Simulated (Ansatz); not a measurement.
**From C to Ge: the HOMO–LUMO gap**

One atom is swapped for its congeners: CH2ClF (chlorofluoromethane) `FCCl`; SiH2ClF `F[SiH2]Cl`; GeH2ClF `[F][GeH2][Cl]`. All are singlets with charge 0.

Shapes, held fixed at every level: PBE0-D4/def2-TZVP. Programs: Ansatz 0.2.0. Values in eV.

| level | CH2ClF | GeH2ClF |
| --- | --- | --- |
| SPW92/def2-TZVPP | 6.83 | 6.38 |
| BHLYP-D4/def2-TZVPP | 11.88 | 11.15 |
| PBE0-D4/def2-TZVPP | 9.53 | 8.95 |
| r2SCAN0-D4/def2-TZVPP | 10.00 | 9.40 |
| wB97X-V/def2-TZVPP | 14.27 | 13.52 |
| wB97M-V/def2-TZVPP | 13.82 | 13.12 |

**Question.** Estimate the column for SiH2ClF from its neighbours.

**Answer.** The mean of the neighbours at wB97M-V/def2-TZVPP is 13.47 eV, against 13.35 from the run: the member lies nearer Ge. All rows: SPW92/def2-TZVPP 6.82; BHLYP-D4/def2-TZVPP 11.51; PBE0-D4/def2-TZVPP 9.32; r2SCAN0-D4/def2-TZVPP 9.83; wB97X-V/def2-TZVPP 13.84; wB97M-V/def2-TZVPP 13.35 eV. At wB97M-V/def2-TZVPP the HOMO–LUMO gap falls at every step, from 13.82 to 13.12 eV. Every level shows the same order. Relativity is left out for Ge unless named. Orbital gaps aren't excitation energies, and the LUMO depends on the basis.

The gap narrows from C through Si to Ge at every level, but silicon's place between its neighbours depends on the functional. It lies nearer Ge with the two range-separated hybrids, almost at the midpoint with BHLYP, and nearer C with PBE0, r2SCAN0 and SPW92. In SPW92 the first step nearly vanishes, from 6.83 to 6.82 eV, so the order of C and Si is barely resolved there.

The HOMO is probably mostly a chlorine lone pair in all three molecules, which would leave much of the trend to the LUMO. Down the group, the more diffuse valence orbitals overlap less well with those of the halogens, and the σ* orbitals of the bonds to the central atom tend to fall. For Ge, the incompletely screening 3d shell also keeps the 4s level low, which helps explain why group 14 properties need not change in even steps. The gaps alone don't show how much of each step comes from the HOMO and how much from the LUMO.
